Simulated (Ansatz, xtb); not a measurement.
# C2H7NSSi: which of two isomers lies lower

We compare I, `C=N[SiH2]SC`, a singlet, with II, `[H]/N=C/CS[SiH3]`, a singlet. Both are isolated molecules in the gas phase, relaxed with B3LYP/def2-SVP; the shapes shown needn't be the lowest conformers.

I (Å):

```xyz
12

C    -0.1348    0.7612    0.6224
C     2.5100   -2.1807   -1.9050
N     0.4188   -0.2952    0.2032
S     3.3754   -1.1820   -0.6206
Si    1.8451   -1.0744    0.8775
H    -1.0231    1.1763    0.1075
H     0.2051    1.3458    1.5065
H     1.4026   -2.4301    1.3073
H     2.4604   -0.3286    2.0196
H     2.3633   -3.2168   -1.5674
H     1.5426   -1.7291   -2.1624
H     3.1590   -2.1801   -2.7913
```

II (Å):

```yaml
atoms:
  - { symbol: C, position_ang: [-1.5663, 1.1300, 2.6128] }
  - { symbol: C, position_ang: [-0.3807, 1.0136, 1.7013] }
  - { symbol: N, position_ang: [-2.1654, 2.2409, 2.7638] }
  - { symbol: S, position_ang: [-0.7913, 0.0136, 0.1927] }
  - { symbol: Si, position_ang: [-2.1261, 1.3495, -0.8673] }
  - { symbol: H, position_ang: [-2.9700, 2.1368, 3.3931] }
  - { symbol: H, position_ang: [-1.8875, 0.1833, 3.0907] }
  - { symbol: H, position_ang: [0.4381, 0.4566, 2.1823] }
  - { symbol: H, position_ang: [-0.0225, 2.0137, 1.4178] }
  - { symbol: H, position_ang: [-2.3315, 0.6748, -2.1789] }
  - { symbol: H, position_ang: [-3.4405, 1.5274, -0.1895] }
  - { symbol: H, position_ang: [-1.4915, 2.6836, -1.0650] }
```

Quicker runs give these differences E(II) − E(I): GFN2-xTB +8.6 kcal/mol; HF/STO-3G +12.0 kcal/mol (at GFN2-xTB geometries); r2SCAN-D4/def2-SVP +9.2 kcal/mol (at GFN2-xTB geometries).

Task: Estimate E(II) − E(I) at the level CCSD(T)/def2-SVP + ΔMP2/def2-TZVPP.

Result: Calculated at CCSD(T)/def2-SVP + ΔMP2/def2-TZVPP: E(II) − E(I) = +12.2 kcal/mol, so structure I lies lower.

The same difference at several levels:

| level | geometry | E(II) − E(I) (kcal/mol) | departure from the last row (kcal/mol) | job, with rough time for the two |
| --- | --- | --- | --- | --- |
| GFN2-xTB | GFN2-xTB | +8.6 | −3.5 | optimisation, 0.43 s |
| HF/STO-3G | GFN2-xTB | +12.0 | −0.2 | single point, 0.42 s |
| r2SCAN-D4/def2-SVP | GFN2-xTB | +9.2 | −2.9 | single point, 3.1 s |
| B3LYP/def2-SVP | B3LYP/def2-SVP | +11.0 | −1.1 | optimisation, 74 s |
| HF/def2-SVP | B3LYP/def2-SVP | +12.2 | 0.0 | part of the CCSD(T) run |
| MP2/def2-SVP | B3LYP/def2-SVP | +9.3 | −2.9 | part of the CCSD(T) run |
| CCSD(T)/def2-SVP | B3LYP/def2-SVP | +8.5 | −3.7 | single point |
| CCSD(T)/def2-SVP + ΔMP2/def2-TZVPP | B3LYP/def2-SVP | +12.2 |  | single point, 31 s |

As drawn, II has 1 N–H, 1 C–C, 1 Si–H in place of 1 N–Si, 2 C–H.

The levels shown agree on the order. The largest departure from CCSD(T)/def2-SVP + ΔMP2/def2-TZVPP is that of CCSD(T)/def2-SVP, 3.7 kcal/mol. The last row adds to CCSD(T) the change of the MP2 difference between the two basis sets, here +3.7 kcal/mol, a large step that makes the value less sure.

With thermal terms from frequencies at re-optimised GFN2-xTB minima (ideal gas, soft modes damped towards free rotors, one conformer each, 298.15 K, 1 atm): on the last row, ΔE + ΔZPE = +11.7, ΔH = +11.4, ΔG = +12.1 kcal/mol.

The correlated steps freeze 13 core orbitals. Codes used: Ansatz 0.2.0, xtb 6.7.1; the last row on 2 threads of Intel(R) Xeon(R) Platinum 8488C (Sapphire Rapids) on a shared host.

Isomer I is favoured by +12.2 kcal/mol, chiefly, it seems, because of where silicon places its bonds. In I it binds both nitrogen and sulfur, whereas II gives up the strong, polar Si–N link for a less polar Si–H bond. The N–H and C–C bonds gained in II do not make up for this and for the two C–H bonds lost. Donation from the nitrogen and sulfur lone pairs into antibonding orbitals at silicon probably stabilises I further.

The exact match of HF/def2-SVP with the final value looks like cancellation: correlation in the small basis narrows the gap, and the basis-set step widens it again. That step probably reflects the need for more flexible polarisation functions to describe silicon bound to two electronegative neighbours. Thermal terms barely alter the preference, so it is essentially electronic. The energies establish relative thermodynamic stability only, and say nothing about the barrier to interconversion or the sensitivity of the Si–N bond to hydrolysis.
